# Notes on gap filling at $k_F$, arc length, and the fluctuating Peierls chain

**Conventions.** $\varepsilon_k$ is the bare energy counted from $E_F$, $\xi$ is a correlation length, all rates are half widths in energy units, and $A=-\mathrm{Im}\,G/\pi$ with $G=1/(\omega-\varepsilon_k-\Sigma)$. I keep two rates apart,

$$\Sigma(k,\omega)=-i\Gamma_1+\frac{\Delta^2}{\omega+\varepsilon_k+i\Gamma_0},$$

the form used by Norman, Randeria, Ding and Campuzano (1998). $\Gamma_1$ damps the electron itself and $\Gamma_0$ damps the partner state at $-\varepsilon_k$. At $k_F$ this $A$ is even in $\omega$, so the symmetrised photoemission intensity $I(\omega)+I(-\omega)$ is proportional to $A$ and the Fermi function drops out.

## Dimensional analysis

At $\varepsilon_k=0$ there are four energies, so $\Delta\,A$ depends only on $\omega/\Delta$, $\Gamma_0/\Delta$ and $\Gamma_1/\Delta$. With one rate, any criterion must read $g\equiv\Gamma/\Delta=$ pure number. For a chain with $\Gamma=\hbar v/\xi$ the ratio is one of lengths, $g=\ell/\xi$ with $\ell=\hbar v/\Delta$. Temperature enters only through $\Gamma(T)$ and $\Delta(T)$.

## General criterion

With $P=\Delta^2+\Gamma_0\Gamma_1$, $S=\Gamma_0+\Gamma_1$ and $u=\omega^2$,

$$A(k_F,\omega)=\frac1\pi\,\frac{\Gamma_1u+\Gamma_0P}{(u-P)^2+S^2u}.$$

The numerator of $dA/du$ is $\Gamma_1P^2-\Gamma_0P(S^2-2P)-2\Gamma_0Pu-\Gamma_1u^2$. It falls monotonically for $u>0$, so a maximum at finite $\omega$ exists exactly when it is positive at $u=0$. There it equals $P[\Delta^2(2\Gamma_0+\Gamma_1)-\Gamma_0^3]$. One peak at zero therefore requires

$$\Gamma_0^3>\Delta^2(2\Gamma_0+\Gamma_1),$$

and the peaks close continuously.

## Equal rates: the $\sqrt3$ case

For $\Gamma_0=\Gamma_1=\Gamma$, $G=\tfrac12[(\omega-\Delta+i\Gamma)^{-1}+(\omega+\Delta+i\Gamma)^{-1}]$: two Lorentzians of weight $\tfrac12$ and half width $\Gamma$ centred at $\pm\Delta$. They merge at $\Gamma=\sqrt3\,\Delta$. With $s=\sqrt{1+g^2}$ the maximum $\omega_p$ and the dip obey

$$\omega_p^2=\Delta^2s(2-s),\qquad \frac{A(0)}{A(\omega_p)}=\frac{4(s-1)}{s^2}=1-\frac{(2-s)^2}{s^2}.$$

- **Small $g$:** $\omega_p=\Delta(1-g^4/8+g^6/16)$ and $A(0)/A(\omega_p)\simeq2g^2$. The gap fills at second order while the peak moves only at fourth.
- **Near threshold:** $\omega_p^2\simeq\sqrt3\,\Delta(\sqrt3\,\Delta-\Gamma)$, a square-root closing, while the dip depth vanishes as $\tfrac{3}{16}(\sqrt3-g)^2$.
- **Large $g$:** $A(0)\simeq(1-1/g^2)/\pi\Gamma$ and the half width is $\Gamma+3\Delta^2/2\Gamma$.

The poles stay at $\pm\Delta-i\Gamma$ throughout. Nothing closes; the threshold is a statement about curvature. Because the dip dies quadratically, it becomes hard to see well before $\sqrt3$: it is 10% deep already at $g=1.14$.

The number depends on line shape. Two Gaussians of standard deviation $\sigma$ at $\pm\Delta$ merge at $\sigma=\Delta$, a full width of $2.35\,\Delta$, against $3.46\,\Delta$ for Lorentzians. A Lorentzian resolution of half width $\eta$ is $\omega\to\omega+i\eta$ and simply adds $\eta$ to both rates.

## Arc length for a $d$-wave gap

Take $\Delta_k=\Delta_0|\cos2\phi|$, $\Gamma$ independent of $\phi$, and $\theta$ the angle from the node at $\phi=45^\circ$, so that $\Delta_k=\Delta_0|\sin2\theta|$. The single-peak region ends at

$$\sin2\theta=x,\qquad x=\frac{\Gamma}{\sqrt3\,\Delta_0}.$$

On a circular Fermi surface each arc has length $2\theta k_F$, and the covered fraction is $f=(2/\pi)\arcsin x$.

- **Small $x$:** $\theta=\tfrac x2(1+x^2/6)$. If $\Gamma\propto T$ and $\Delta_0$ is constant, the arc is linear in $T$ in this regime only.
- **Crossover:** $\arcsin x$ exceeds $x$ by 10% at $x=0.68$, where $f=0.48$. At $\Gamma=\Delta_0$ I get $\theta=17.6^\circ$ (linear law $16.5^\circ$), at $\Gamma=1.5\,\Delta_0$ exactly $30^\circ$ (linear law $24.8^\circ$).
- **Near $x=1$:** $1-f\simeq(2/\pi)\sqrt{2(1-x)}$. The arcs join with infinite slope at a point where the linear law has reached only $f=0.64$.

Three things spoil plain proportionality. A residual $\Gamma(0)$ leaves an arc at $T=0$. A 10% visibility limit on the dip replaces $\sqrt3$ by 1.14 and stretches short arcs by a factor 1.51. Unequal rates give $\sin2\theta=\Delta_0^{-1}[\Gamma_0^3/(2\Gamma_0+\Gamma_1)]^{1/2}$, so $\Gamma_0\propto T$ with a constant $\Gamma_1\gg\Gamma_0$ gives $\theta\propto T^{3/2}$.

## Which rate is $\hbar v/\xi$?

A chain above its Peierls transition has a slow complex field with $\langle\Delta(x)\Delta^*(0)\rangle=\Delta^2e^{-|x|/\xi}$, scattering right movers into left movers. Treated as static, its structure factor is a Lorentzian of half width $1/\xi$ about $2k_F$, that is $\gamma=\hbar v/\xi$ in energy. Second order in the field gives

$$\Sigma_2=\Delta^2\!\int\! d\varepsilon\,\frac{\gamma/\pi}{(\varepsilon-\varepsilon_k)^2+\gamma^2}\,\frac{1}{\omega+\varepsilon+i\Gamma_1}=\frac{\Delta^2}{\omega+\varepsilon_k+i(\Gamma_1+\gamma)}.$$

So $\Gamma_0=\Gamma_1+\gamma$: the correlation length enters $\Gamma_0$ alone. The equal-rate model is the limit $\xi\to\infty$ with some other scattering $\Gamma_1$. The clean case $\Gamma_1=0$ is the self-energy of Lee, Rice and Anderson (1973), for which

$$A(k_F,\omega)=\frac1\pi\frac{\gamma\Delta^2}{(\omega^2-\Delta^2)^2+\gamma^2\omega^2},$$

and with $g=\gamma/\Delta$

$$\omega_p^2=\Delta^2(1-g^2/2),\qquad\frac{A(0)}{A(\omega_p)}=g^2-\frac{g^4}{4}.$$

The threshold is $\gamma=\sqrt2\,\Delta$, or $\xi=\ell/\sqrt2$. The limits differ in kind from the equal-rate ones.

- **Long $\xi$:** peaks of half width $\gamma/2$ at $\Delta(1-g^2/4)$. The shift is now second order.
- **Crossovers:** 10% dip at $g=1.17$, merging at $\sqrt2$, and the poles $-i\gamma/2\pm\sqrt{\Delta^2-\gamma^2/4}$ meet at $g=2$.
- **Short $\xi$:** one peak of half width $(\Delta^2/\gamma)(1+1/g^2)$, which *narrows* as $\xi$ shrinks. This is motional narrowing back to the metal, whereas the equal-rate peak broadens as $\Gamma$.

The two 10% points, 1.14 and 1.17, nearly coincide, so the disappearance of the dip doesn't tell the models apart. The width on the single-peak side does.

With both rates present, put $y=\Gamma_0/\Delta$. The criterion becomes $y^3-3y+g=0$, with the relevant root $y=2\cos[\tfrac13\arccos(-g/2)]$. Its ends are $\gamma_c\simeq\sqrt2\,\Delta-\tfrac34\Gamma_1$ for small $\Gamma_1$ and $\gamma_c\simeq\tfrac67(\sqrt3\,\Delta-\Gamma_1)$ for small $\gamma$.

There is no arc on the chain. The Fermi surface is a pair of sheets with one gap magnitude, and under perfect nesting they fill everywhere at once. If warping puts the partner of a $k_F$ state at energy $2\eta_\perp$, the sharp-limit peaks sit at $\eta_\perp\pm\sqrt{\eta_\perp^2+\Delta^2}$. $A$ is then no longer even and symmetrisation fails at first order in $\eta_\perp/\Delta$.

Filling at $k_F$ is also not filling of the density of states. Integrating $A(k,0)$ over $\varepsilon_k$ gives, relative to the metal, $N(0)=\Gamma/\sqrt{\Gamma^2+\Delta^2}$ for equal rates and $\gamma/\sqrt{\gamma^2+4\Delta^2}$ for $\Gamma_1=0$. At the respective thresholds these are 0.87 and 0.58. A tunnelling or angle-integrated spectrum keeps a depression at $E_F$ for every finite rate.

## Size of the neglected order

I need to know how far $\Sigma_2$ can be trusted, so I evaluate the fourth order at $\omega=\varepsilon_k=0$, $\Gamma_1=0$. Each bare propagator is then $-i/\hbar v$ in its direction of travel and zero in the other. The electron runs left a distance $a$, right $b$, left $c$ (units of $\xi$) between four scatterings, so

$$\Sigma_4=\frac{i\Delta^4}{\gamma^3}J,\qquad J=\int_0^\infty\! da\,db\,dc\,\big[C_4-e^{-a-c}\big],\qquad \frac{\Sigma_4}{\Sigma_2}=-\frac{J}{g^2},$$

where $C_4$ is the normalised four-point correlator, $e^{-a-c}$ removes the reducible part, and $\Sigma_2=-i\Delta^2/\gamma$.

*Gaussian complex field.* Wick's theorem leaves $C_4-e^{-a-c}=e^{-b-|a+c-b|}$. With $r=a+c$, which carries weight $r\,dr$, one has $\int_0^\infty r\,e^{-|r-b|}dr=2b+e^{-b}$, and the $b$ integral gives $J=5/2$.

*Fixed amplitude, diffusing phase.* Here $C_4=\exp(-a-b-c-|a+c-b|+|a-b|+|b-c|)$. With $m=\min(a,c)$ and $M=\max(a,c)$ the ratio $C_4/e^{-a-c}$ is $e^{-2b}$ for $b<m$, $e^{-2m}$ for $m<b<M$, $e^{-2(a+c-b)}$ for $M<b<a+c$, and 1 beyond. Integrating piece by piece gives $J=-1$.

At $g=\sqrt2$ the ratio $\Sigma_4/\Sigma_2$ is thus $-1.25$ for Gaussian statistics and $+0.5$ for phase-only statistics. The neglected term is as large as the kept one, and its sign depends on information absent from the two-point function. So $\sqrt2$ is exact for the model self-energy, while for the chain I can claim only $\xi\sim\ell$. The Gaussian correction drops below 10% for $g>5$, and the $1/g^2$ correction to the narrow width above is of the same order as $\Sigma_4/\Sigma_2$, so only $\Delta^2/\gamma$ is safe. At $\xi\to\infty$ the Gaussian case is solvable: averaging $\tfrac12[\delta(\omega-|\Delta|)+\delta(\omega+|\Delta|)]$ over the Rayleigh distribution of $|\Delta|$ gives $A=(|\omega|/\Delta^2)e^{-\omega^2/\Delta^2}$, broad humps at $\pm\Delta/\sqrt2$ rather than sharp peaks at $\pm\Delta$.

## Can $\gamma$ be linear in $T$?

For an isolated chain well below its mean-field temperature only the phase $\vartheta$ fluctuates. A gradient $\vartheta'$ shifts each Fermi point by $\vartheta'/2$. With $2/\pi\hbar v$ states per energy and length (both spins, both branches) the cost is $\tfrac12(2/\pi\hbar v)(\hbar v\vartheta'/2)^2=\tfrac12K\vartheta'^2$, with $K=\hbar v/2\pi$. Classical averaging gives $\langle[\vartheta(x)-\vartheta(0)]^2\rangle=k_BT|x|/K$, hence $\xi=2K/k_BT$ and

$$\gamma=\hbar v/\xi=\pi k_BT,$$

independent of $v$. The model threshold would be $k_BT_f=\sqrt2\,\Delta/\pi$. Weak-coupling mean field has $\Delta=\pi e^{-\gamma_E}k_BT_{MF}$, with $\gamma_E$ Euler's constant, so $T_f/T_{MF}=\sqrt2e^{-\gamma_E}=0.79$. At such a temperature $K$ and $\Delta$ are both below their zero-temperature values, which lowers $T_f$; the linear law has failed before it reaches the threshold. It also fails from below: interchain coupling makes $\xi$ diverge at $T_P$, with $\gamma\propto(T-T_P)^{1/2}$ at the Ornstein–Zernike level.

## Numbers for (TaSe$_4$)$_2$I

I treat the material as one band with one complex order parameter. Inputs, all approximate: $\hbar v=4$ eV Å (illustrative), $\Delta=130$ meV (chosen at the typical scale of the transport activation energy), Ta–Ta spacing 3.2 Å, $T_P\approx263$ K. Then $\ell=31$ Å. The model's threshold is $\xi=22$ Å, or 6.8 Ta spacings. Putting $\hbar v/\xi$ into both rates would have given 18 Å. All lengths scale as $v/\Delta$. The values of $\xi$ below are assumed, and all columns but the last have $\Gamma_1=0$.

| $\xi$ (Å) | $\gamma$ (meV) | $g$ | $\omega_p$ (meV) | $A(0)/A(\omega_p)$ | $N(0)$ | $\omega_p$, equal rates (meV) |
|---|---|---|---|---|---|---|
| 100 | 40 | 0.31 | 127 | 0.092 | 0.15 | 130 |
| 50 | 80 | 0.62 | 117 | 0.34 | 0.29 | 128 |
| 25 | 160 | 1.23 | 64 | 0.94 | 0.52 | 105 |
| 10 | 400 | 3.08 | 0 | 1 | 0.84 | 0 |

The entries are values of the model formulas, given so that the trend can be followed. At $\xi=10$ Å the model half width is 47 meV, against 42 meV from $\Delta^2/\gamma$, and the Gaussian $|\Sigma_4/\Sigma_2|$ is still 0.26. The controlled regime $g>5$ means $\xi<6.2$ Å, 1.9 Ta spacings, where the continuum description has lost its meaning. With these inputs second order is never quantitatively controlled.

At 300 K the isolated-chain law gives $\gamma=81$ meV, $\xi=49$ Å and $g=0.62$, with peaks at $\pm117$ meV and $A(0)/A(\omega_p)=0.35$. The phase-only ratio $\Sigma_4/\Sigma_2=1/g^2$ is 2.6 there. Its sign points to less in-gap weight than the model shows, and 0.35 is an order of magnitude only. Since 300 K is close to $T_P$, interchain coupling lengthens $\xi$ and deepens the dip as well. Gaussian amplitude statistics would instead pull the humps toward $\Delta/\sqrt2=92$ meV. Within the model, filling the gap at this $\gamma$ needs $y=1.62$, an extra rate $\Gamma_1=129$ meV, practically $\Delta$ itself. Filling by $\xi(T)$ alone would need $T_f\approx6.8\times10^2$ K, to be read with the caveat above against $T_{MF}\approx8.6\times10^2$ K.

The model therefore places room temperature on the two-peak side of the criterion, and this qualitative statement is the part I trust. Its peak energy I don't trust for the material. As typical knowledge, photoemission at $k_F$ in (TaSe$_4$)$_2$I shows a broad maximum some 0.3 to 0.4 eV below $E_F$ with very little weight at $E_F$, so the model's peak near 0.12 eV is too shallow by roughly a factor of three and too sharp. The usual reading is polaronic transfer of weight to higher binding energy, a frequency-dependent self-energy that constant $\Gamma_0$ and $\Gamma_1$ cannot represent.